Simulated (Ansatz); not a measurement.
HfH2: energy less free atoms and pressure against volume scale

All results are calculated (Ansatz 0.2.0). Periodic Kohn-Sham DFT of a crystal at fixed atoms, scaled to volume_scale times the given cell; pressure positive in compression, energy less spherical unpolarised free atoms, largest_vzz the field gradient of largest size among the nuclei.

The cell before it is scaled or strained (space group I4/mmm, No. 139):
```
CELL_PARAMETERS angstrom
-1.73070 1.73070 2.14480
1.73070 -1.73070 2.14480
1.73070 1.73070 -2.14480
ATOMIC_POSITIONS crystal
Hf 0.00000 0.00000 0.00000
H 0.25000 0.75000 0.50000
H 0.75000 0.25000 0.50000
```

Settings of every row: method all-electron LAPW; functional LDA; relativity scalar; k mesh 15x15x15; filling fermi-dirac; smearing width 0.03 eV; basis error target 0.5 meV/atom; nucleus gaussian.

Atom start moment: 0 on all atoms.

Limits: no spin-orbit coupling on heavy atoms; the cell comes from a prototype or a list of computed structures and needn't be the stable phase.

```csv
row,volume scale,V (Å³/atom),energy less free atoms (eV/atom),pressure (GPa)
1,0.9405,8.056,?,?
2,0.97,8.309,-5.6368,-0.212
3,1,8.566,-5.6326,-4.908
4,1.03,8.823,-5.6214,-8.942
5,1.06,9.08,-5.6042,-12.409
```

Question: what energy less free atoms and pressure should row 1 give?

Worked fit of energy less free atoms. Take u = (V_r/V)^(2/3) − 1 with V_r = 8.6945 Å³ an atom, which is twice the finite (Eulerian) strain; such expansions in the strain, on which the Birch-Murnaghan equation of state is built, carry the rest volume and the bulk modulus. The shown rows have u = 0.0307, 0.00998, -0.00973, -0.02851. Least squares give energy less free atoms = −5.62781 − 0.5704 × u + 9.037 × u² eV/atom; a straight line predicts inner rows, each left out in turn, worse (root mean square 0.005 against 2.5e-06 eV/atom). All shown rows lie on it to the printed digit. The withheld row has u = 0.05216, so the fit gives −5.62781 − 0.5704 × (0.05216) + 9.037 × (0.05216)² = -5.6330 eV/atom.

The calculation gave -5.633 eV/atom. The fit meets it to the printed digit. This row lies beyond the range of the fit.

Worked fit of pressure. Take u = (V_r/V)^(2/3) − 1 with V_r = 8.6945 Å³ an atom, which is twice the finite (Eulerian) strain; such expansions in the strain, on which the Birch-Murnaghan equation of state is built, carry the rest volume and the bulk modulus. The shown rows have u = 0.0307, 0.00998, -0.00973, -0.02851. Least squares give pressure = −7.0024 + 204.799 × u + 532.94 × u² GPa; a straight line predicts inner rows, each left out in turn, worse (root mean square 0.3 against 0.0058 GPa). The rows lie off it by 0.001, -0.003, 0.003, -0.001. The withheld row has u = 0.05216, so the fit gives −7.0024 + 204.799 × (0.05216) + 532.94 × (0.05216)² = 5.130 GPa.

The calculation gave 5.158 GPa. The fit lies 0.028 GPa (0.16 % of the column's range) below it; its largest miss of a shown row is 0.003 GPa. This row lies beyond the range of the fit.
